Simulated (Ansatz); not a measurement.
Clean, relaxed (100) surface of Eu, space group Im-3m (No. 229) (top face towards +c; held atoms: 1, 2):

```
Eu
1.0
     4.38503    0.00000    0.00000
     0.00000    4.38503    0.00000
     0.00000    0.00000   23.57755
Eu
4
Direct
  0.50000 0.50000 0.36051
  0.00000 0.00000 0.45350
  0.50000 0.50000 0.54052
  0.00000 0.00000 0.63979
```

Computed with DFT PBE, scalar-relativistic, plane waves, PAW (Ansatz 0.2.0). Settings: cutoff 420 eV, Γ-centred mesh 7×7×1 on the computed 4-atom cell, Gaussian smearing of 0.10 eV; collinear spin with starting moments 7.7 7.7 7.7 7.7 μB. The cell repeats along c with a dipole correction in the vacuum.

With the adsorbate the run is spin-polarised, its anchoring atom started with 2 μB.

S (atom) is adsorbed on the top face, one adsorbate per 19.2 Å², and relaxed from 2 starting sites (fractions of a and b). The adsorption energy is E(slab + adsorbate) − E(slab) − E(free adsorbate, spin-polarised where open-shell). Heights count from the highest slab atom after relaxation. Δφ is the top face's. Δp counts per cell along +c. Bonded neighbours lie within 1.25 times the sum of covalent radii. With the adsorbate the cell is lengthened along c to keep the vacuum.

```json
{"start": "top (Eu) at (0.00, 0.00)", "ends at": "(0.00, 0.00), 1 bonded neighbour", "E_ads (eV)": "-2.80", "height (Å)": "2.45", "shortest contact": "S–Eu 2.45 Å", "Δφ (eV)": "+4.47", "Δp (e·Å)": "-0.470", "cell moment (μB)": "28.8"}
{"start": "bridge (Eu-Eu) at (0.00, 0.50)", "ends at": "(0.00, 0.50), 4 bonded neighbours, largest slab move 0.6 Å", "E_ads (eV)": "-5.19", "height (Å)": "1.28", "shortest contact": "S–Eu 2.54 Å", "Δφ (eV)": "+2.97", "Δp (e·Å)": "-0.316", "cell moment (μB)": "29.7"}
```

The lowest end comes from the bridge (Eu-Eu) at (0.00, 0.50) start.

Each end is the local minimum or symmetric point that its start leads to. On a slab this thin, differences under about 0.1 eV aren't settled.

The state reached may not be the lowest one. Spin-orbit coupling is left out, which matters for the bands of heavy elements. Without a Hubbard U the f levels lie too near the Fermi level, so gaps, band edges and the localisation of f electrons are unreliable. Semilocal functionals without U can misjudge the magnetic state of such a slab.

For the lowest end the change of work function follows from the dipole (Helmholtz): Δφ = −(e/ε0)·Δp/A = −180.95 V·Å × (-0.316 e·Å) / 19.2 Å² = +2.98 eV, against +2.97 eV computed; strictly the dipole sets the difference between the two faces. The added dipole points into the slab (negative end outward), which raises the work function.

Sulfur binds far more strongly at the bridge than on top, −5.19 against −2.80 eV, a gap much too large to be blurred by the slab's thickness. Europium gives up its 6s and 5d electrons easily, so the bond is largely ionic, and a sulfide-like adsorbate gains electrostatic energy from several cations around it. The slab move of 0.6 Å suggests that the substrate rearranges to provide this contact, so the preference isn't purely one of site geometry.

Electron transfer to sulfur also explains the higher work function at both sites. The rise is smaller at the bridge despite the stronger binding, mainly because the negative charge sits closer to the surface: the dipole measures charge separation, not bond strength. The cell moments are close to those of parallel, half-filled 4f shells, which suggests that europium stays mostly divalent and that bonding draws on its valence electrons. The fourfold hollow, a natural site for sulfur on a bcc (100) face, wasn't among the starts, so the bridge isn't established as the preferred adsorption site.
